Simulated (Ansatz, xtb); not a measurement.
Two structures of HInO2P−

We compare I, a singlet given by its coordinates, with II, a singlet given by its coordinates. Both are gas-phase species (loosely bound parts included), relaxed with PBE0-D3(BJ)/def2-SVPD.

I (Å):

| atom | x (Å) | y (Å) | z (Å) |
| --- | --- | --- | --- |
| In | -1.2724 | 0.2227 | 2.9355 |
| O | -2.3105 | 0.3829 | 0.9748 |
| O | -1.9172 | 2.9758 | 0.3581 |
| P | -2.4464 | 1.9584 | 1.3762 |
| H | -3.8948 | 2.1152 | 1.4125 |

Close contacts (Å): In1–O2 2.22, In1–P4 2.61, O2–P4 1.63, O3–P4 1.53, P4–H5 1.46.

II (Å):

```yaml
atoms:
  - { symbol: In, position_ang: [-0.8061, 1.6656, 1.7683] }
  - { symbol: O, position_ang: [-2.8674, 2.5678, 0.4573] }
  - { symbol: O, position_ang: [-2.7850, 0.1172, 1.0842] }
  - { symbol: P, position_ang: [-3.5897, 1.2167, 0.3791] }
  - { symbol: H, position_ang: [-1.7319, 2.0440, 3.3691] }
```

Close contacts (Å): In1–O2 2.60, In1–O3 2.60, In1–P4 3.14, O2–P4 1.53, O3–P4 1.53, In1–H5 1.89.

Energies in hartree; the thermal terms are from PBE0-D3(BJ)/def2-SVPD harmonic frequencies (ideal gas, rigid rotor, one conformer each, 600 K, 1 atm) and include the zero-point energy:

```
                               I           II
E, CCSD(T)/def2-SVPD  −680.764961  −680.779472
    E, MP2/def2-SVPD  −680.723209  −680.735895
  E, MP2/def2-TZVPPD  −681.353328  −681.362125
   zero-point energy     0.015815     0.011633
        H(600 K) − E     0.030999     0.028552
        G(600 K) − E    −0.054551    −0.063134
```

Problem. Correct the CCSD(T) difference for the basis set by the MP2 change, then work out ΔE, ΔE₀, ΔH and ΔG for I → II in kcal/mol (1 Eh = 627.51 kcal/mol) and the equilibrium ratio [II]/[I].

Solution. 1. Differences II − I: CCSD(T) −0.014511, MP2 in the small set −0.012686, MP2 in the large set −0.008797 Eh.
2. ΔE = −0.014511 + (−0.008797 − (−0.012686)) = −0.010622 Eh = −6.67 kcal/mol.
3. ΔE₀ = ΔE + ΔZPE = −0.010622 + (−0.004182) Eh = −9.29 kcal/mol.
4. ΔH = ΔE + (−0.002447) Eh = −8.20 kcal/mol.
5. ΔG = ΔE + (−0.008583) Eh = −12.05 kcal/mol, so ΔS = (ΔH − ΔG)/T = +26.9 J/(mol K).
6. kT = 1.9001 mEh, so K = [II]/[I] = exp(−ΔG/kT) = exp(+10.11) ≈ 2.5 × 10^4.

Structure II is favoured at this temperature. An error of 1 kcal/mol in ΔG would change K by a factor of 2.3. Large T1 diagnostics make the coupled-cluster value less sure. Mirror images and further conformers aren't counted.

Other levels gave ΔE = −1.2 (PBE0-D3(BJ)/def2-SVPD); −9.3 (HF/def2-SVPD); −8.0 (MP2/def2-SVPD); −9.1 (CCSD(T)/def2-SVPD) kcal/mol. The correlated steps freeze 11 core orbitals; the filled d shell of In is correlated, in a basis made for valence electrons. Atoms past krypton carry core potentials in the def2 sets, without spin–orbit terms. Programs: Ansatz 0.2.0.

Moving hydrogen from phosphorus to indium turns a compact In–P-bonded anion into what is best read as PO2⁻ loosely attached to InH. The two equal P–O distances of 1.53 Å in II fit a delocalised PO2⁻ unit, while the In–O contacts of 2.60 Å are too long for ordinary bonds. The electronic preference for II probably reflects the stability of these two closed-shell fragments, with In(I) keeping its lone pair, and the loss of the strained In–O–P ring in I.

Vibrations reinforce it: a stiff P–H oscillator gives way to a softer In–H one, lowering the zero-point energy, and the loose contacts raise the entropy. Every electronic level listed favours II, but PBE0 does so by only −1.2 kcal/mol, perhaps because it favours the In–P bonding in I. The direction is therefore better supported than the size of the equilibrium ratio, which also depends on treating the soft intermolecular motions of II as harmonic.
